**Q:** In fcc every atom has twelve nearest neighbours, in simple cubic only six. Tungsten is the most strongly bound of these metals. Shouldn't it suffer most when half of its neighbours are taken away?

**A:** Compare it with the others first. A positive energy means that simple cubic lies above fcc. All runs were made without spin polarisation, so no magnetic state was tried.

Simple cubic (structure 2) against fcc (structure 1) for metals of groups 4 to 7, computed with Ansatz 0.2.0: BLYP, plane-wave PAW, scalar-relativistic, no spin polarisation. Cutoff 420 eV; Fermi-Dirac smearing of 0.1 eV, with energies extrapolated to zero smearing. Volumes are per atom, from equation-of-state fits; the k mesh column is for simple cubic.

| element | distinct k-meshes among the runs behind the row | Z | valence electrons | k mesh | energy of structure 2 less structure 1, BLYP (meV/atom) | volume of structure 1, BLYP (Å³) | volume of structure 2, BLYP (Å³) | volume of structure 2, BLYP over volume of structure 1, BLYP, less one (%) |
| --- | --- | --- | --- | --- | --- | --- | --- | --- |
| Ti | 13x13x13 / 15x15x15 | 22 | 4 | 13×13×13 | 657 | 17.77 | 19.01 | 7.0 |
| Nb | 13x13x13 / 14x14x14 | 41 | 5 | 13×13×13 | 493 | 19.44 | 20.96 | 7.8 |
| Hf | 12x12x12 / 14x14x14 | 72 | 4 | 12×12×12 | 828 | 23.13 | 25.81 | 11.6 |
| Ta | 13x13x13 / 14x14x14 | 73 | 5 | 13×13×13 | 665 | 19.39 | 21.41 | 10.4 |
| W | 13x13x13 / 15x15x15 | 74 | 6 | 13×13×13 | 709 | 16.98 | 19.01 | 12.0 |
| Re | 13x13x13 / 15x15x15 | 75 | 7 | 13×13×13 | 1028 | 15.58 | 17.92 | 15.0 |

**Q:** It doesn't suffer most. Tungsten pays 709 meV per atom, while rhenium pays 1028 and even hafnium 828. Tantalum, which is also strongly bound, pays less than either neighbour in its row. And all the costs look small to me: these atoms are held by roughly 5 to 9 eV, and losing half the neighbours costs 1 eV at most.

**A:** Take the size first, because the irregular rows make sense only after it. You are counting bonds as if each had a fixed strength. Then half the neighbours would mean half the cohesion, at least 2.4 eV in every row. The bond length would also stay as it was, and the volume would rise by 41 %.

**Q:** The volume rises by only 7 to 15 %. So the bonds must have become shorter?

**A:** In every row, by 7 to 9 %. In tungsten the volumes correspond to a nearest-neighbour distance of 2.89 Å in fcc and 2.67 Å in simple cubic. Six neighbours are held more tightly than twelve, so the strength of a bond depends on how many others the atom has.

**Q:** Why would a bond care about the others?

**A:** Because the d electrons of a metal don't sit in separate bonds. They fill a band, and the band's width sets the energy gained by filling its lower part. At a given distance, that width grows as the square root of the number of neighbours, not in proportion to it. The repulsion between atoms does add up neighbour by neighbour. Take half the neighbours away and the repulsion halves, while the attraction keeps about 70 % of its value. The remaining atoms then move closer and win back part of the loss.

**Q:** Can that be put into a formula?

**A:** Let $z$ be the number of neighbours and $r$ their distance. With a repulsion that decays as $e^{-pr}$ and a band term that decays as $e^{-qr}$,

$$E = a\,z\,e^{-pr} - b\,\sqrt{z}\,e^{-qr}.$$

At the best distance this gives a binding energy proportional to $z^{(p-2q)/(2(p-q))}$. If, as an example, the repulsion is three times as steep as the band term, the exponent is $1/4$. Halving $z$ then costs about a sixth of the cohesion instead of half.

**Q:** So the cost should be a fixed, modest share of the cohesion, and tungsten should still come out on top.

**A:** Work out the share. With rough recalled values of the measured cohesive energies, titanium, hafnium and rhenium each pay about 13 %. Niobium, tantalum and tungsten pay only 6 to 8 %. What do the three metals in each group have in common?

**Q:** The first three are hexagonal close-packed in nature. The other three are body-centred cubic. But neither structure appears in the comparison.

**A:** That is the point. The table measures simple cubic from fcc, and fcc is the ground structure of none of these metals. For the hexagonal metals this hardly matters: hcp and fcc both have twelve neighbours at nearly the same distance and differ mainly in how the layers are stacked. Fcc then lies only about 0.06 eV above the ground structure, again a rough recalled value. For the body-centred metals it lies much higher, by about 0.25 eV in tantalum and almost 0.5 eV in tungsten.

**Q:** Why is fcc so poor just there?

**A:** It comes from the filling of the d band. In the body-centred structure the density of states has a deep valley near the middle of the band, with many states well below it. With five or six valence electrons the low-lying states are filled and the costly ones above the valley stay largely empty. Fcc has no comparable valley at that filling. This is standard band theory, and these calculations don't test it. It is also only half of the answer, because a gain of the body-centred structure alone couldn't change a difference between simple cubic and fcc. Simple cubic must share in the gain, so that fcc falls behind both.

**Q:** Then tungsten's low entry doesn't make simple cubic a good structure for it. Fcc is just a bad one to start from.

**A:** Yes, and the jump to rhenium shows it best. From tungsten to rhenium the cost rises by 319 meV, although rhenium is the more weakly bound of the two. Measured from the ground structures instead, simple cubic lies about 1.2 eV up in tungsten and 1.1 eV up in rhenium. The jump has gone, and tungsten comes out highest of the six, as you first expected, though its lead over rhenium is only about a tenth of an eV and so not certain.

**Q:** How do I turn this into an estimate?

**A:** Write the cost as

$$\Delta E \approx f\,E_\mathrm{coh} - h,$$

where $E_\mathrm{coh}$ is the cohesive energy, $h$ the height of fcc above the ground structure and $f\,E_\mathrm{coh}$ the height of simple cubic above that same ground structure. The one constant $f$ was fitted to all six rows and came out as 0.127. For tungsten, which was part of the fit, $E_\mathrm{coh}$ is about 8.9 eV and $h$ about 0.48 eV. That gives $0.127 \times 8.9 - 0.48 = 0.65$ eV, against 0.71 eV in the table.

**Q:** Does it also explain why the cost rises down a group? Titanium to hafnium and niobium to tantalum both add about 170 meV.

**A:** Roughly, and in the model the two equal steps have different make-ups. Hafnium is bound more strongly than titanium by about 1.5 eV, and 13 % of that accounts for the whole step. Tantalum gains only about 0.5 eV of cohesion over niobium, which is worth 0.06 eV. A similar amount comes from the reference, since fcc is a less unfavourable structure for tantalum than for niobium. Together they cover most of the second step. Parts this small lie below the model's typical miss, though, so the split is only a suggestion.

**Q:** And how good is the estimate over all six metals?

**A:** It misses by 0.10 eV on average (root mean square). Cohesion without the correction for fcc misses by 0.20 eV, which is worse than giving every metal the same cost. So cohesion becomes a useful guide only once the reference has been put right. The output printed below lists the single rows.

**Q:** Does it get tantalum's minimum?

**A:** No, and that is its clearest failure. It puts tantalum slightly above hafnium and makes tungsten the cheapest metal of that row. Both metals of group 5 are overestimated, niobium by 0.15 eV and tantalum by 0.11 eV. The high fcc reference explains why the middle of the row is low, but not why the lowest point falls at tantalum.

**Q:** Could the band filling help simple cubic even more in group 5 than in tungsten?

**A:** That is my guess. The simple cubic calculations offer a hint: their electronic entropy corresponds to about one state per eV and atom at the Fermi level in niobium, tantalum and tungsten, and to more in the other three. A low value there often goes with a favourable filling, and these are just the three metals that pay the smallest share of their cohesion. That fits a gain which simple cubic shares with the body-centred structure, though it doesn't prove it. The extra gain in group 5 stays unexplained, because tungsten has the lowest value of all and shows no such extra.

**Q:** Might the leftover simply be an error in the ingredients?

**A:** In part it might. The costs are BLYP results, and BLYP describes transition metals poorly. They were also obtained with atomic datasets made for PBE, and the values of $h$ are typical PBE numbers. The cohesive energy is also an imperfect measure of bonding, because it is counted from free atoms that have a spin energy of their own. I wouldn't build much on a tenth of an eV. The gap between the two groups of metals is larger than that: at 13 % of its cohesion tungsten would pay about 1.2 eV, not 0.7 eV.

**Q:** Titanium, tantalum and tungsten are used as contacts and liners in chips. Does any of this matter there?

**A:** Only as a caution. Simple cubic lies so high that it isn't a phase to look for in such films, and here it was held in place by symmetry, so it may not even be stable against distortion. But if you judge a film phase of tantalum or tungsten by its energy, measure it from the body-centred structure. Measured from fcc, it would look better than it is by several tenths of an eV.

**Q:** So for another transition metal I would ask two things: how strongly it is bound, and how far fcc lies above its true structure.

**A:** In that order. The first tells you roughly how far simple cubic lies above the true structure: about an eighth of the cohesion in these six metals, and untested here for others. The second tells you how much of that height the fcc reference hides.

Numerical output:

```
fit of ground on 6 rows: coefficient of Ecoh 0.1271 +/- 0.0061; rms 0.101, worst Nb 0.153, leave-one-out rms 0.121
fit of E on 6 rows: coefficient of Ecoh 0.09708 +/- 0.012; rms 0.199, worst Re -0.251, leave-one-out rms 0.239
Energies:
  row  cost over cohesion %  sc above ground structure eV  that over cohesion %  model cost eV  model less table eV
   Ti                 13.41                         0.717                 14.63         0.5627             -0.09426
   Nb                 6.487                         0.813                  10.7         0.6459               0.1529
   Hf                 12.94                         0.898                 14.03         0.7434             -0.08462
   Ta                  8.21                         0.915                  11.3         0.7794               0.1144
    W                 7.966                         1.189                 13.36         0.6511             -0.05789
   Re                 12.85                         1.088                  13.6         0.9567             -0.07127
Bonds and sc Fermi level:
  row  fcc bond A  sc bond A  shortening %  sc states per eV and atom
   Ti       2.929      2.669         8.884                      2.289
   Nb       3.018      2.757         8.646                      1.118
   Hf       3.198      2.955         7.594                      1.768
   Ta       3.016      2.777         7.918                      1.102
    W       2.885      2.669         7.493                     0.9174
   Re       2.803      2.617         6.656                      1.339
Rms miss of one constant cost for all rows in eV: 0.1656
Rms miss of one constant height above the ground structure in eV: 0.1592
Mean cost over cohesion in Ti Hf Re in %: 13.07
Mean cost over cohesion in Nb Ta W in %: 7.554
Smallest half cohesion in eV: 2.45
Largest half cohesion in eV: 4.45
Volume rise at equal bond length in %: 41.42
Cost of Ta less Hf in meV: -163
Cost of W less Ta in meV: 44
Cost of Re less W in meV: 319
Cost of Hf less Ti in meV: 171
Cost of Ta less Nb in meV: 172
```
